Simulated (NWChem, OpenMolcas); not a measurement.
**A ladder of methods for C2F3N (cyanotrifluoromethane)**

C2F3N has 6 atoms, charge 0, and is taken as a singlet. As SMILES, `N#CC(F)(F)F`. The shape is that of a PBE0-D4/def2-TZVP optimisation.

| atom | x (Å) | y (Å) | z (Å) |
| --- | --- | --- | --- |
| N | 1.0221 | -1.7051 | 0.8935 |
| C | 0.4862 | -0.8106 | 0.4178 |
| C | -0.2064 | 0.3456 | -0.1972 |
| F | -1.3160 | -0.0558 | -0.8023 |
| F | 0.5815 | 0.9270 | -1.0915 |
| F | -0.5252 | 1.2348 | 0.7336 |

Quantity: the dipole moment, in D. The values are calculated.

```json
{"level": "SVWN5/cc-pVDZ", "kind": "LDA", "program": "OpenMolcas", "value (D)": "1.41"}
{"level": "BLYP/cc-pVDZ", "kind": "GGA", "program": "OpenMolcas", "value (D)": "1.40"}
{"level": "PBE/cc-pVDZ", "kind": "GGA", "program": "NWChem", "value (D)": "1.44"}
{"level": "revPBE/cc-pVDZ", "kind": "GGA", "program": "NWChem", "value (D)": "1.45"}
{"level": "M06-L/cc-pVDZ", "kind": "meta-GGA", "program": "OpenMolcas", "value (D)": "1.42"}
{"level": "TPSS/cc-pVDZ", "kind": "meta-GGA", "program": "NWChem", "value (D)": "1.41"}
{"level": "B3LYP/cc-pVDZ", "kind": "global hybrid", "program": "OpenMolcas", "value (D)": "1.32"}
{"level": "M06-2X/cc-pVDZ", "kind": "hybrid meta-GGA", "program": "OpenMolcas", "value (D)": "1.20"}
```

The values span 1.20 to 1.45 D.

The dipole moment of CF3CN is modest because two strongly polar groups oppose each other along the molecular axis. The nitrile group draws electron density towards nitrogen, while the fluorines draw it towards the other end. The nitrile contribution is the larger, so nitrogen lies at the negative end, but much of its moment is cancelled. A small shift in either group's polarity therefore shows up clearly in the net value.

The LDA, GGA and meta-GGA results lie close together, between 1.40 and 1.45 D, with no steady progression from one class to the next. Both hybrids fall below them, B3LYP at 1.32 D and M06-2X at 1.20 D, probably because exact exchange holds more charge on fluorine and so strengthens the opposing CF3 moment more than the nitrile one. The agreement among the semilocal functionals is no measure of their accuracy, since all the values share a compact basis without diffuse functions, and an error from that source would not appear in the spread.
